**Q.** I have two sets of levels for lonsdaleite, the hexagonal relative of diamond: PBE and G0W0. Which levels does G0W0 move, and which way?

C, 4 atoms in the cell, built as lonsdaleite (2H), space group P6_3/mmc (194), conventional a = 2.503, c = 4.169 Å, 5.66 Å³ an atom. One-shot G0W0 at finite bands, cutoff and k mesh (short of the basis limit), each kind of level from its own valence top. Ansatz 0.2.0, plane-wave PAW, no spin polarisation, cell relaxed with r2SCAN; starting functional PBE; cutoff 420 eV; k mesh 6×6×4.

| band | b (fraction of the reciprocal vector) | c (fraction of the reciprocal vector) | kohn sham level (eV) | quasiparticle level (eV) | exchange less vxc (eV) | correlation (eV) | renormalisation |
| --- | --- | --- | --- | --- | --- | --- | --- |
| v2 | 0 | 0 | 0.000 | 0.000 | -2.385 | 1.601 | 0.82700 |
| v1 | 0 | 0 | 0.000 | 0.000 | -2.385 | 1.601 | 0.82700 |
| c1 | 0 | 0 | 4.994 | 6.698 | 6.124 | -5.205 | 0.82900 |
| c2 | 0 | 0 | 4.994 | 6.698 | 6.124 | -5.205 | 0.82900 |
| v2 | 0.1667 | 0 | -1.446 | -1.504 | -2.604 | 1.761 | 0.82500 |
| v1 | 0.1667 | 0 | -1.059 | -1.122 | -2.750 | 1.902 | 0.82400 |
| c1 | 0.1667 | 0 | 5.106 | 6.641 | 5.958 | -5.207 | 0.83100 |
| c2 | 0.1667 | 0 | 6.261 | 8.041 | 6.568 | -5.572 | 0.82400 |
| v2 | 0.1667 | -0.5 | -2.956 | -3.138 | -3.399 | 2.432 | 0.81900 |
| v1 | 0.1667 | -0.5 | -2.956 | -3.138 | -3.399 | 2.432 | 0.81900 |
| c1 | 0.1667 | -0.5 | 6.627 | 8.248 | 6.436 | -5.600 | 0.82700 |
| c2 | 0.1667 | -0.5 | 6.627 | 8.248 | 6.436 | -5.600 | 0.82700 |
| v2 | 0.3333 | 0 | -3.879 | -4.105 | -3.489 | 2.479 | 0.81800 |
| v1 | 0.3333 | 0 | -2.562 | -2.733 | -3.347 | 2.391 | 0.82000 |
| c1 | 0.3333 | 0 | 4.752 | 6.100 | 5.722 | -5.159 | 0.83600 |
| c2 | 0.3333 | 0 | 7.642 | 9.468 | 7.036 | -5.994 | 0.82000 |
| v2 | 0.3333 | 0.25 | -3.614 | -3.835 | -3.550 | 2.545 | 0.81700 |
| v1 | 0.3333 | 0.25 | -3.235 | -3.444 | -3.561 | 2.568 | 0.81800 |
| c1 | 0.3333 | 0.25 | 4.836 | 6.199 | 5.748 | -5.170 | 0.83500 |
| c2 | 0.3333 | 0.25 | 6.788 | 8.441 | 6.527 | -5.658 | 0.82900 |
| v2 | 0.3333 | -0.5 | -4.508 | -4.792 | -4.003 | 2.935 | 0.81300 |
| v1 | 0.3333 | -0.5 | -4.508 | -4.792 | -4.003 | 2.935 | 0.81300 |
| c1 | 0.3333 | -0.5 | 5.721 | 7.166 | 6.024 | -5.364 | 0.83300 |
| c2 | 0.3333 | -0.5 | 5.721 | 7.166 | 6.024 | -5.364 | 0.83300 |

**A.** The Kohn–Sham level is the PBE band energy. The quasiparticle level estimates what it costs to add an electron to the crystal or to take one out. Each row is one band at the point $(0, b, c)$, and both kinds of level are counted from their own valence top. On that scale the listed empty levels rise by 1.35 to 1.83 eV, whereas the filled ones sink by 0.28 eV at most.

The gap therefore opens. At $\Gamma$, where $b=c=0$, it grows from 4.99 to 6.70 eV. The smallest gap is indirect: it runs from $\Gamma$ to the conduction minimum at K, the point $(1/3, 1/3, 0)$, and the same calculation widens it from 3.32 to 4.56 eV. For anyone who wants to know where the material starts to conduct or absorb, that is a large change.

**Q.** How do the other columns add up to these shifts?

**A.** "Exchange less vxc" is the change when PBE's exchange-correlation potential is replaced by Fock exchange. "Correlation" is the energy gained or lost because the other electrons respond. Their sum is the correction to a level, but the valence top has a correction too, and the common zero hides it. At $\Gamma$ the sum is $6.124-5.205=0.919$ eV for c1 and $-2.385+1.601=-0.784$ eV for the valence top, so c1 rises by 1.70 eV relative to the top.

**Q.** Shouldn't I multiply these sums by the renormalisation, about 0.83?

**A.** Not with these columns. The full sums reproduce every listed shift to within rounding, while the multiplied ones would lift c1 at $\Gamma$ by only 1.41 eV. The renormalisation tells how strongly the correlation term changes with energy, and one needs it when that term is taken at the Kohn–Sham energy. I suspect that here it was taken at the quasiparticle energy itself, which would make the factor superfluous.

**Q.** Why does exchange push filled and empty levels in opposite directions?

**A.** Fock exchange lowers every state, but it lowers a state more if that state overlaps strongly with the filled ones. A filled state is itself a member of that set and overlaps strongly with its neighbours in the same band. An empty state has no such close relatives among the filled ones and gains less.

PBE cannot make this distinction fully, because it applies one local potential to filled and empty states alike. That potential is a compromise: it binds filled states too weakly and empty ones too strongly, compared with Fock exchange. The signs in the table follow this argument without exception, with exchange less vxc negative in every filled row and positive in every empty one.

**Q.** But then exchange alone would open the gap at $\Gamma$ by 8.5 eV. Why do we end up with only 1.7 eV?

**A.** Because the other electrons screen the interaction. Think of two charges in an insulating liquid: the liquid polarises around them, and their interaction falls to $1/\varepsilon$ of its value in vacuum, where $\varepsilon$ is the dielectric constant. In the crystal the valence electrons play the part of the liquid. The analogy holds for charges far apart and slow to move; at atomic distances a crystal is not a uniform medium, and its electrons need time to respond.

The correlation column contains this weakening. At $\Gamma$ it cancels 80 % of the opening by exchange, so about a fifth survives. The dielectric constant from the same calculation, averaged over directions, is 5.6, and its inverse is also close to a fifth.

**Q.** Can I turn that into an estimate for any level?

**A.** Yes, in three steps. Take exchange less vxc for the level, call it $X$, and subtract its value $X_\mathrm{top}$ at the valence top. Then let the static dielectric constant weaken the difference:

$$\Delta \approx \frac{X-X_\mathrm{top}}{\varepsilon}.$$

Here $\Delta$ is the shift relative to the valence top. For c1 at $\Gamma$ this gives

$$\Delta \approx \frac{6.124+2.385}{5.618}\ \mathrm{eV}=1.51\ \mathrm{eV},$$

against 1.70 eV in the table. I chose this row because it is the worst of the empty levels. No constant was adjusted to any row, though the match at $\Gamma$ suggested the form.

For the filled levels the estimate is typically good to about 0.01 eV, and it explains why the valence band stretches: broadly, deeper states have a more negative $X$ and so sink further. For the empty levels the typical miss is about 0.12 eV. Exchange and screening are ingredients of G0W0 itself, so the agreement shows that one static number can stand in for much of the screening. It is no evidence that G0W0 agrees with nature.

**Q.** In practice people often lift all empty bands by one constant, the "scissor". Is that good enough here?

**A.** It gets the main effect but loses the stretch of the conduction band. Compare c1 and c2 at $b=0.3333$, $c=0$: they share a k point, yet one rises by 1.35 eV and the other by 1.83 eV. A constant chosen as the mean rise of the listed empty levels, 1.59 eV, would overshoot at K, where the rise is only 1.24 eV.

The static estimate sees this stretch but makes it too small. Between these two bands correlation cancels only 64 % of the difference in exchange, well below the 80 % across the gap at $\Gamma$. Theory offers a reason: real screening weakens at short distances and depends on how fast the electrons must respond, so a single $\varepsilon$ cannot suit every pair of states. These columns cannot tell the two effects apart. Even the renormalisation only says how the correlation term of one state changes with energy, not why that term differs between two bands.

A practical repair is to let the rise grow with the Kohn–Sham energy. A straight line fitted to the listed empty levels, with each degenerate pair counted once, adds about 0.12 eV of rise per eV. It predicts 1.27 eV at K, a point outside the fit and well below the fitted energies. That is closer than the line usually comes to its own rows, so I would use it for a first estimate and not for fine detail. The printed output below compares the line, the scissor and the static estimate.

**Q.** What would change if I replaced carbon by silicon, or started from a functional with a wider gap?

**A.** Follow the two factors in the formula. Silicon's valence electrons are more spread out and easier to polarise. The bare exchange difference is then smaller and $\varepsilon$ is larger, so both factors reduce the correction. This is the known trend from diamond to silicon.

A starting functional with a wider gap acts largely through the screening. Electrons that need more energy to be excited polarise less, so less of the exchange is cancelled, and the quasiparticle gap usually comes out wider. The correction itself can still be smaller: a hybrid functional, for example, already contains part of the Fock exchange, so less is left to add. One-shot G0W0 keeps this memory of its starting point because it takes the orbitals, the levels and the screening from the initial calculation and does not update them.

**Q.** Then which digits of the table may I trust?

**A.** The three decimals serve to check the arithmetic, not to predict a measurement. With finite bands, cutoff and k mesh, such gaps typically fall 6 to 9 % short of the basis limit. If that holds here, the gap of 4.56 eV should be some 0.3 to 0.45 eV larger. The atoms are also held still, and their zero-point motion would narrow the gap, an effect known to be sizeable in diamond.

Small reorderings deserve the same caution. In PBE, c1 at $\Gamma$ lies 0.11 eV below c1 at $b=0.1667$, $c=0$; in G0W0 it lies 0.06 eV above. I would not build an argument on that exchange of places before it had survived a larger basis and a denser mesh. The opening of the gap by more than 1 eV is a different matter: it is roughly three to four times the estimated basis error, and at the listed points the columns trace such an opening to exchange that screening weakens but does not cancel.

Printed output of the fit:

```
Gap opening at Gamma by exchange less vxc, eV: 8.509
Change of the gap at Gamma by correlation, eV: -6.806
Share of the exchange opening at Gamma cancelled by correlation, %: 79.99
Shift of the valence top itself, hidden by the zero, eV: -0.784
Shift of c1 at Gamma if the sums were multiplied by Z, eV: 1.41
Smallest rise of a listed empty level, eV: 1.348
Largest rise of a listed empty level, eV: 1.826
Mean rise of the distinct empty levels, eV: 1.586
Largest lowering of a listed filled level, eV: -0.284
Widening of the listed valence range, %: 6.3
Mean dielectric constant of the run: 5.618
Static estimate (exchange over dielectric constant) of the rise of c1 at Gamma, eV: 1.515
Static estimate, rms miss for distinct empty levels, eV: 0.1161
Static estimate, largest miss for empty levels, eV: 0.1895
Static estimate, rms miss for distinct filled levels below the top, eV: 0.01342
Rigid scissor with best constant, rms miss for distinct empty levels, eV: 0.1646
Straight line, extra rise per eV of Kohn-Sham energy, eV: 0.1241
Straight line, rms miss for distinct empty levels, eV: 0.1127
Rise of the conduction minimum at K in the outputs, eV: 1.238
Rise at K predicted by the straight line, eV: 1.271
Share of exchange difference cancelled between c1 and c2 at b 0.3333 c 0, %: 63.55
Share of exchange difference cancelled between valence top and lowest listed filled level, %: 82.45
c1 at Gamma less c1 at b 0.1667 c 0, Kohn-Sham, eV: -0.112
c1 at Gamma less c1 at b 0.1667 c 0, quasiparticle, eV: 0.057
Missing part of the gap at K if it is 6 % short of the basis limit, eV: 0.2911
Missing part of the gap at K if it is 9 % short of the basis limit, eV: 0.451
```
